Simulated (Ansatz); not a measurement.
## MoS₂: energy above lowest point and pressure as volume scale varies

Results calculated with Ansatz 0.2.0, not measured. Free energy against uniform scaling of the volume at fixed shape and fractions; periodic cell, basis, potentials, k mesh and filling as listed.

The cell before it is scaled or strained (space group P-3m1, No. 164):
```
cell vectors (Å)
   3.2382     0.0000     0.0000
  -1.6191     2.8044     0.0000
   0.0000     0.0000     6.3334
atoms (fractions of the cell vectors)
Mo  0.00000  0.00000  0.50000
S   0.33333  0.66667  0.25532
S   0.66667  0.33333  0.74468
```

Settings of every row: functional LDA; dispersion none; potentials PAW; wave cutoff 500 eV; density cutoff 2000 eV; k mesh 10x10x5; k shift 0x0x0; occupations cold; smearing width 0.05 eV; spin none.

Limits: a layered crystal: even scaling strains the bonds within the layers, so this curve is stiffer than the crystal under pressure; coarse k mesh, up to 40 meV an atom off; the cell comes from a prototype or a list of computed structures and needn't be the stable phase.

| row | volume scale | V (Å³/atom) | energy above lowest point (meV/atom) | pressure (GPa) |
| --- | --- | --- | --- | --- |
| 1 | 0.9406 | 18.033 | 0 | 1.18 |
| 2 | 0.9703 | 18.602 | 4 | -3.33 |
| 3 | 1 | 19.172 | ? | ? |
| 4 | 1.0297 | 19.741 | 54 | -10.33 |
| 5 | 1.0594 | 20.31 | 95.7 | -13.03 |

Question: what energy above lowest point and pressure should row 3 give?

Worked fit of energy above lowest point. Take u = (V_r/V)^(2/3) − 1 with V_r = 19.172 Å³ an atom, which is twice the finite (Eulerian) strain; such expansions in the strain, on which the Birch-Murnaghan equation of state is built, carry the rest volume and the bulk modulus. The shown rows have u = 0.04168, 0.02032, -0.01931, -0.03771. Least squares give energy above lowest point = 22.77 − 1275.7 × u + 17481 × u² meV/atom; a straight line predicts inner rows, each left out in turn, worse (root mean square 16 against 0.18 meV/atom). The rows lie off it by 0.0, -0.1, 0.1, 0.0. Its lowest point lies at u = 0.0365, or V = 18.17 Å³ an atom, and the curvature there gives the bulk modulus at fixed shape and fractions, B = (4/9)(1 + u)² E″(u)/V = 147 GPa. Letting shape and atoms relax would as a rule lower it, by much in layered, chain or molecular crystals. The withheld row has u = 0, so the fit gives 22.77 − 1275.7 × (0) + 17481 × (0)² = 22.8 meV/atom.

The calculation gave 22.8 meV/atom. The fit meets it to the printed digit.

Worked fit of pressure. Take u = (V_r/V)^(2/3) − 1 with V_r = 19.172 Å³ an atom, which is twice the finite (Eulerian) strain; such expansions in the strain, on which the Birch-Murnaghan equation of state is built, carry the rest volume and the bulk modulus. The shown rows have u = 0.04168, 0.02032, -0.01931, -0.03771. Least squares give pressure = −7.133 + 176.68 × u + 543.2 × u² GPa; a straight line predicts inner rows, each left out in turn, worse (root mean square 0.5 against 0.03 GPa). The rows lie off it by 0.01, -0.01, 0.01, -0.01. The pressure vanishes at u = 0.0363, or V = 18.17 Å³ an atom, and there the bulk modulus at fixed shape and fractions is B = −V dP/dV = (2/3)(1 + u) dP/du = 149 GPa. Letting shape and atoms relax would as a rule lower it, by much in layered, chain or molecular crystals. The withheld row has u = 0, so the fit gives −7.133 + 176.68 × (0) + 543.2 × (0)² = -7.13 GPa.

The calculation gave -7.13 GPa. The fit meets it to the printed digit.
